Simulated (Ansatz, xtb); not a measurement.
A family of molecules: the atomisation energy (no zero-point term)

Gas-phase molecules, one atom swapped for its congeners: SiH2(SiH3)F; SiH2(SiH3)Cl; SiH2(SiH3)Br. All are singlets with charge 0.

Shapes, held fixed at every level: PBE0-D4/def2-TZVP. Programs: Ansatz 0.2.0, xtb 6.7.1. Values in eV.

```json
{"level": "GFN0-xTB", "SiH2(SiH3)F": "29.11", "SiH2(SiH3)Cl": "29.10", "SiH2(SiH3)Br": "28.14"}
{"level": "r2SCAN-D4/def2-TZVPP", "SiH2(SiH3)F": "25.52", "SiH2(SiH3)Cl": "23.85", "SiH2(SiH3)Br": "23.30"}
{"level": "B3LYP-D4/def2-TZVPP", "SiH2(SiH3)F": "25.51", "SiH2(SiH3)Cl": "23.74", "SiH2(SiH3)Br": "23.17"}
{"level": "r2SCAN0-D4/def2-TZVPP", "SiH2(SiH3)F": "25.26", "SiH2(SiH3)Cl": "23.72", "SiH2(SiH3)Br": "23.18"}
{"level": "B2PLYP/def2-TZVPP", "SiH2(SiH3)F": "25.24", "SiH2(SiH3)Cl": "23.42", "SiH2(SiH3)Br": "22.86"}
{"level": "CCSD(T)/def2-SVP", "SiH2(SiH3)F": "23.71", "SiH2(SiH3)Cl": "22.08", "SiH2(SiH3)Br": "21.60"}
{"level": "CCSD(T)/def2-TZVPP", "SiH2(SiH3)F": "25.00", "SiH2(SiH3)Cl": "23.25", "SiH2(SiH3)Br": "22.72"}
```

At CCSD(T)/def2-TZVPP the atomisation energy falls at every step, from 25.00 to 22.72 eV. Every level shows the same order. Relativity is left out for Br. Outer-core shells of Br are correlated, in sets that cover them unevenly. GFN0-xTB strays far from the other rows. xTB rows lack spin polarisation. Spin-orbit coupling, which grows down the group, is left out (summed over each molecule's free atoms 0.05, 0.07, 0.19 eV). Coupled cluster in double- or triple-zeta sets underbinds by a few per cent against its basis-set limit.

Because the disilanyl fragment is common to all three molecules, the fall in atomisation energy essentially tracks the weakening of the Si–X bond from fluorine to bromine. Fluorine's compact 2p shell and high electronegativity give a short, strongly polar bond with a large ionic contribution. Down the group the halogen valence orbitals become more diffuse and the bond longer and less polar, so both overlap and electrostatic attraction decline. The larger drop comes between F and Cl, as expected from the exceptional strength of Si–F bonds. GFN0-xTB breaks this pattern: it makes the fluoride and chloride almost equal and puts nearly the whole decrease at bromine, so its agreement on the order carries little weight.

The coupled-cluster trend survives the change of basis, although the absolute energies shift appreciably. The higher values from the density functionals therefore don't by themselves demonstrate overbinding, nor do they establish which functional is most accurate. The energies also say nothing about the barriers to halide substitution, which needn't follow bond strength.
